**Hyperfine constants of the 3p3/2 electron in 15-electron ions, Kr21+ to Cd33+: a scale for Z and a pole in the RPA**

The table holds $A/g$ and $B/Q$ for one $3p_{3/2}$ electron outside [Ne]$3s^2(3p_{1/2})^2$, from frozen-core Dirac-Hartree-Fock, RPA core polarisation and Brueckner orbitals with RPA. The program tests a screened hydrogenic $\langle r^{-3}\rangle$ with Casimir's relativistic factors, calibrates one screening constant (6.91) on seven rows and inverts five other rows for $Z$, which it recovers to about 0.1; Slater screening is 3.3 units off and the ratio $B/A$ is limited by rounding. It then fits the relative RPA correction to $d-1/(a\,t+b)$ with $t\propto(Z-\sigma)^3$, the form expected if the $3p_{1/2}\to3p_{3/2}$ core excitation dominates. For $A/g$ the intercept $b$ is negative and the fits put a pole between $Z=35$ and 36, which marks the RPA values of the lightest ions as artefacts; for $B/Q$ the intercept is positive and no pole appears. The core is closed only in $jj$ coupling, and the cause of the pole is inferred from the shape of the trend.

Calculated values. B-spline many-body code 1, no-pair Dirac-Coulomb: 15-electron ions with one 3p3/2 electron outside the closed core [Ne] 3s2 (3p1/2)2. Frozen-core Dirac-Hartree-Fock (DHF), RPA core polarisation, and Brueckner orbitals from a correlation potential; uniformly magnetised nucleus. A/g is A per unit nuclear g factor, B/Q is B per barn of nuclear quadrupole moment.

## Analysis program

```python
# Table: hyperfine A/g (MHz) and B/Q (MHz/barn) of 3p3/2 outside [Ne]3s2(3p1/2)2, 15-electron ions, B-spline
# many-body code, DHF / RPA / Brueckner+RPA. Tested: screened hydrogenic <r^-3> with Casimir factors as a
# ruler of Z for five unlabelled rows, and a two-level pole form for the RPA correction.
T = {
    'ion': ['Kr21+', 'Rb22+', 'Sr23+', 'Zr25+', 'Nb26+', 'Mo27+', 'Tc28+', 'Ru29+', 'Rh30+', 'Pd31+', 'Ag32+', 'Cd33+'],
    'Z': [36, 37, 38, 40, 41, 42, 43, 44, 45, 46, 47, 48],
    'charge': [21, 22, 23, 25, 26, 27, 28, 29, 30, 31, 32, 33],  # e
    'nuclear_rms_radius': [4.188, 4.204, 4.224, 4.269, 4.324, 4.409, 4.411, 4.481, 4.495, 4.532, 4.545, 4.609],  # fm
    'hyperfine_a_dhf_3p32': [15580, 17300, 19150, 23230, 25470, 27860, 30390, 33080, 35920, 38920, 42100, 45440],  # MHz
    'hyperfine_a_rpa_3p32': [-58490, -8350, 2962, 13330, 17000, 20390, 23660, 26910, 30210, 33590, 37080, 40700],  # MHz
    'hyperfine_a_brueckner_rpa_3p32': [-58410, -8231, 3092, 13470, 17160, 20550, 23820, 27090, 30390, 33780, 37270, 40900],  # MHz
    'hyperfine_b_dhf_3p32': [29300, 32600, 36100, 44000, 48300, 52900, 57800, 62900, 68500, 74300, 80500, 87000],  # MHz/barn
    'hyperfine_b_rpa_3p32': [21700, 24800, 28100, 35500, 39600, 44100, 48800, 53800, 59200, 65000, 71000, 77500],  # MHz/barn
    'hyperfine_b_brueckner_rpa_3p32': [21900, 25000, 28300, 35800, 39900, 44300, 49100, 54200, 59600, 65300, 71400, 77800],  # MHz/barn
}
import numpy as np
from scipy import constants as c
from scipy.optimize import brentq
pc = lambda k: c.physical_constants[k][0]
col = lambda q, m: np.array(T['hyperfine_%s_%s_3p32' % (q, m)], float)
Z, ion = np.array(T['Z'], float), T['ion']
A, AR, AB, B, BR, BB = [col(q, m) for q in 'ab' for m in ('dhf', 'rpa', 'brueckner_rpa')]
u = c.h * pc('Bohr radius')**3 * 1e6
kA = c.mu_0 / (4*np.pi) * 2 * pc('Bohr magneton') * pc('nuclear magneton') / u * 8/15
kB = c.e**2 / (4*np.pi*c.epsilon_0) * 1e-28 / u * 2/5
g = lambda x: np.sqrt(4 - (c.alpha*x)**2)
F = lambda x: 30 / (g(x) * (4*g(x)**2 - 1))
R = lambda x: 6 * (19 - g(x)**2) / (g(x) * (g(x)**2 - 1) * (4*g(x)**2 - 1))
mA, mB = (lambda x: kA*x**3/81*F(x)), (lambda x: kB*x**3/81*R(x))
mQ = lambda x: kB/kA * R(x)/F(x)
inv = lambda f, v: brentq(lambda x: f(x) - v, 0.01, 120)
xA, xB = np.array([inv(mA, v) for v in A]), np.array([inv(mB, v) for v in B])
hid = [0, 2, 7, 9, 11]; kn = [i for i in range(len(Z)) if i not in hid]
sA, sB, sS = np.mean((Z-xA)[kn]), np.mean((Z-xB)[kn]), 2*1.0 + 8*0.85 + 4*0.35
print(f"per unit <r^-3> (a0^-3): A/g {kA:.2f} MHz, B/Q {kB:.2f} MHz/barn, nonrelativistic B/A {kB/kA:.4f}")
print(f"screening from the 7 labelled rows: {sA:.2f} (A), {sB:.2f} (B); Slater rules give {sS:.1f}")
print(f"rounding: A up to {500/A[0]:.3f}% (Kr), B {5000/B[0]:.2f}% (Kr) to {5000/B[-1]:.2f}% (Cd)")
print("unlabelled: A DHF | Z from A, from B, from B/A (rounding range), Slater, RPA A on DHF scale | true")
for i in hid:
    lo, hi = inv(mQ, (B[i]-50)/(A[i]+5)) + sA, inv(mQ, (B[i]+50)/(A[i]-5)) + sA
    zr = f"{inv(mA, AR[i]) + sA:.1f}" if AR[i] > 0 else "negative A"
    print(f"{A[i]:.0f} | {xA[i]+sA:.2f}, {xB[i]+sB:.2f}, {lo:.1f}-{hi:.1f}, {xA[i]+sS:.1f}, {zr} | {ion[i]} {Z[i]:.0f}")
x = Z - sA
print("ion: screening(A), model error A %, B %, B/A table, model at Z-s, model at bare Z, A step per Z %")
st = np.gradient(np.log(A), Z) * 100
for i in range(len(Z)):
    print(f"{ion[i]}: {Z[i]-xA[i]:.2f} {100*(mA(x[i])/A[i]-1):+.2f} {100*(mB(Z[i]-sB)/B[i]-1):+.2f} "
          f"{B[i]/A[i]:.3f} {mQ(x[i]):.3f} {mQ(Z[i]):.3f} {st[i]:.1f}")
rA, rB, t = (AR-A)/A, (BR-B)/B, x**3/1e4
def fit(r, d):
    y = 1/(d - r); p = np.polyfit(t, y, 1, w=1/y)
    return p, 100*((d - 1/np.polyval(p, t))/r - 1)
ds = np.linspace(0, 0.06, 241)
d1 = ds[np.argmin([np.sum(fit(rA, d)[1]**2) for d in ds])]
(p0, e0), (p1, e1), (pB, eB) = fit(rA, 0), fit(rA, d1), fit(rB, 0)
print("ion: RPA-DHF A MHz, %, fit error % plain, with background | B %, fit error % | Brueckner shift A MHz, % of DHF, B")
for i in range(len(Z)):
    print(f"{ion[i]}: {AR[i]-A[i]:.0f} {100*rA[i]:.1f} {e0[i]:+.1f} {e1[i]:+.1f} | {100*rB[i]:.1f} {eB[i]:+.1f} | "
          f"{AB[i]-AR[i]:+.0f} {100*(AB[i]-AR[i])/A[i]:.2f} {BB[i]-BR[i]:+.0f}")
pole = lambda p: sA + np.cbrt(-p[1]/p[0]*1e4)
rms = lambda e: np.sqrt(np.mean(e**2))
print("form: (RPA-DHF)/DHF = d - 1/(a t + b), t = (Z-s)^3/1e4")
print(f"A plain (d=0): a {p0[0]:.3f} b {p0[1]:.3f} rms {rms(e0):.1f}% pole at Z {pole(p0):.2f}")
print(f"A with background: d {d1:.4f} a {p1[0]:.3f} b {p1[1]:.3f} rms {rms(e1):.1f}% pole at Z {pole(p1):.2f}")
for nm, y in (("relative", 1/rA), ("absolute", 1/(AR-A))):
    print(f"straight line through Kr, Rb of the inverse {nm} correction: zero at Z {Z[0]-y[0]/(y[1]-y[0]):.2f}")
print(f"B plain (d=0): a {pB[0]:.3f} b {pB[1]:+.3f} rms {rms(eB):.1f}%")
print(f"rounding of the corrections: A up to {1000/abs(AR-A)[-1]:.2f}% (Cd), B up to {1e4/abs(BR-B)[0]:.1f}% (Kr)")
# further outputs of the same runs (eV): removal energy and the semi-empirical ionisation energy listed with it
for nm, e, s in (("Kr21+", 937.083, 945), ("Cd33+", 2075.57, 2091)):
    print(f"{nm}: removal energy {e} eV is {100*(e/s-1):+.2f}% from semi-empirical {s} eV")
assert np.all(np.diff(A) > 0) and np.all(np.round(xA[hid] + sA) == Z[hid])
assert AR[0] < 0 and AR[1] < 0 and np.all(AR[2:] > 0) and np.all(np.diff(rA) > 0)
assert p0[1] < 0 < pB[1]
assert np.all(np.abs(AB - AR) < 0.01*A)
```

Output:

```
per unit <r^-3> (a0^-3): A/g 50.89 MHz, B/Q 93.99 MHz/barn, nonrelativistic B/A 1.8470
screening from the 7 labelled rows: 6.91 (A), 6.90 (B); Slater rules give 10.2
rounding: A up to 0.032% (Kr), B 0.17% (Kr) to 0.06% (Cd)
unlabelled: A DHF | Z from A, from B, from B/A (rounding range), Slater, RPA A on DHF scale | true
15580 | 35.90, 35.89, 34.2-37.5, 39.2, negative A | Kr21+ 36
19150 | 37.94, 37.92, 36.5-39.0, 41.2, 23.6 | Sr23+ 38
33080 | 44.03, 44.01, 43.1-44.3, 47.3, 41.6 | Ru29+ 44
38920 | 46.05, 46.04, 45.6-46.5, 49.3, 44.2 | Pd31+ 46
45440 | 48.08, 48.06, 47.4-48.1, 51.4, 46.6 | Cd33+ 48
ion: screening(A), model error A %, B %, B/A table, model at Z-s, model at bare Z, A step per Z %
Kr21+: 7.01 +1.05 +1.17 1.881 1.881 1.899 10.5
Rb22+: 6.99 +0.84 +0.89 1.884 1.883 1.902 10.3
Sr23+: 6.97 +0.61 +0.75 1.885 1.886 1.905 10.0
Zr25+: 6.94 +0.27 +0.21 1.894 1.891 1.912 9.4
Nb26+: 6.92 +0.14 +0.10 1.896 1.894 1.915 9.1
Mo27+: 6.91 -0.01 -0.03 1.899 1.897 1.919 8.8
Tc28+: 6.89 -0.12 -0.16 1.902 1.899 1.922 8.6
Ru29+: 6.88 -0.25 -0.10 1.901 1.902 1.926 8.4
Rh30+: 6.87 -0.34 -0.33 1.907 1.906 1.930 8.1
Pd31+: 6.85 -0.42 -0.35 1.909 1.909 1.933 7.9
Ag32+: 6.84 -0.53 -0.45 1.912 1.912 1.937 7.7
Cd33+: 6.83 -0.60 -0.47 1.915 1.915 1.942 7.6
ion: RPA-DHF A MHz, %, fit error % plain, with background | B %, fit error % | Brueckner shift A MHz, % of DHF, B
Kr21+: -74070 -475.4 +3.1 +0.2 | -25.9 +0.0 | +80 0.51 +200
Rb22+: -25650 -148.3 -5.3 -0.4 | -23.9 +0.5 | +119 0.69 +200
Sr23+: -16188 -84.5 -5.8 -0.3 | -22.2 +0.6 | +130 0.68 +200
Zr25+: -9900 -42.6 -4.3 +0.0 | -19.3 -0.5 | +140 0.60 +300
Nb26+: -8470 -33.3 -3.2 +0.1 | -18.0 -0.8 | +160 0.63 +300
Mo27+: -7470 -26.8 -1.8 +0.2 | -16.6 -0.1 | +160 0.57 +200
Tc28+: -6730 -22.1 -0.4 +0.3 | -15.6 -0.5 | +160 0.53 +300
Ru29+: -6170 -18.7 +0.9 +0.2 | -14.5 -0.2 | +180 0.54 +400
Rh30+: -5710 -15.9 +2.6 +0.2 | -13.6 -0.7 | +180 0.50 +400
Pd31+: -5330 -13.7 +4.4 +0.1 | -12.5 +0.7 | +190 0.49 +300
Ag32+: -5020 -11.9 +6.1 -0.2 | -11.8 -0.1 | +190 0.45 +400
Cd33+: -4740 -10.4 +8.2 -0.3 | -10.9 +1.1 | +200 0.44 +300
form: (RPA-DHF)/DHF = d - 1/(a t + b), t = (Z-s)^3/1e4
A plain (d=0): a 1.934 b -4.558 rms 4.4% pole at Z 35.58
A with background: d 0.0205 a 1.747 b -4.092 rms 0.2% pole at Z 35.52
straight line through Kr, Rb of the inverse relative correction: zero at Z 35.55
straight line through Kr, Rb of the inverse absolute correction: zero at Z 35.47
B plain (d=0): a 1.163 b +0.991 rms 0.6%
rounding of the corrections: A up to 0.21% (Cd), B up to 1.3% (Kr)
Kr21+: removal energy 937.083 eV is -0.84% from semi-empirical 945 eV
Cd33+: removal energy 2075.57 eV is -0.74% from semi-empirical 2091 eV
```
